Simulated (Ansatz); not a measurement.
## LaBPd₃: energy above lowest point and pressure against volume scale

All results are calculated (Ansatz 0.2.0). Free energy against uniform scaling of the volume at fixed shape and fractions; periodic cell, basis, potentials, k mesh and filling as listed.

The cell before it is scaled or strained (space group Pm-3m, No. 221):
```
LaBPd3
1.0
      4.2290     0.0000     0.0000
      0.0000     4.2290     0.0000
      0.0000     0.0000     4.2290
La B Pd
1 1 3
Direct
  0.00000 0.00000 0.00000
  0.50000 0.50000 0.50000
  0.00000 0.50000 0.50000
  0.50000 0.00000 0.50000
  0.50000 0.50000 0.00000
```

Settings of every row: functional r2SCAN; dispersion none; potentials PAW; wave cutoff 650 eV; density cutoff 2600 eV; k mesh 6x6x6; k shift 0x0x0; occupations fermi dirac; smearing width 0.1 eV; spin none.

Limits: coarse k mesh, up to 40 meV an atom off; minimum outside the range.

| row | volume scale | V (Å³/atom) | energy above lowest point (meV/atom) | pressure (GPa) |
| --- | --- | --- | --- | --- |
| 1 | 0.9 | 13.614 | 410.4 | 48.88 |
| 2 | 0.925 | 13.992 | 305.5 | 40.13 |
| 3 | 0.95 | 14.37 | 220.1 | 32.46 |
| 4 | 0.975 | 14.748 | 151.6 | 25.72 |
| 5 | 1 | 15.127 | ? | ? |
| 6 | 1.025 | 15.505 | 57.5 | 14.6 |
| 7 | 1.05 | 15.883 | 28.6 | 10.02 |
| 8 | 1.075 | 16.261 | 9.8 | 5.98 |
| 9 | 1.1 | 16.639 | 0 | 2.42 |

Question: what energy above lowest point and pressure should row 5 give?

Worked fit of energy above lowest point. Take u = (V_r/V)^(2/3) − 1 with V_r = 15.127 Å³ an atom, which is twice the finite (Eulerian) strain; such expansions in the strain, on which the Birch-Murnaghan equation of state is built, carry the rest volume and the bulk modulus. The shown rows have u = 0.07278, 0.05337, 0.03482, 0.01706, -0.01632, -0.03199, -0.04705, -0.06154. Least squares give energy above lowest point = 97.93 + 2802.8 × u + 20049 × u² + 5908 × u³ meV/atom; a parabola predicts inner rows, each left out in turn, worse (root mean square 0.46 against 0.025 meV/atom). All shown rows lie on it to the printed digit. The withheld row has u = 0, so the fit gives 97.93 + 2802.8 × (0) + 20049 × (0)² + 5908 × (0)³ = 97.9 meV/atom.

The calculation gave 98 meV/atom. The fit lies 0.1 meV/atom (0.024 % of the column's range) below it, one unit of the last digit.

Worked fit of pressure. Take u = (V_r/V)^(2/3) − 1 with V_r = 15.127 Å³ an atom, which is twice the finite (Eulerian) strain; such expansions in the strain, on which the Birch-Murnaghan equation of state is built, carry the rest volume and the bulk modulus. The shown rows have u = 0.07278, 0.05337, 0.03482, 0.01706, -0.01632, -0.03199, -0.04705, -0.06154. Least squares give pressure = 19.798 + 332.54 × u + 863.8 × u² + 794 × u³ GPa; a parabola predicts inner rows, each left out in turn, worse (root mean square 0.062 against 0.0054 GPa). The rows lie off it by 0.00, 0.00, 0.00, -0.01, 0.00, 0.00, 0.00, 0.00. The withheld row has u = 0, so the fit gives 19.798 + 332.54 × (0) + 863.8 × (0)² + 794 × (0)³ = 19.80 GPa.

The calculation gave 19.81 GPa. The fit lies 0.01 GPa (0.022 % of the column's range) below it, one unit of the last digit.
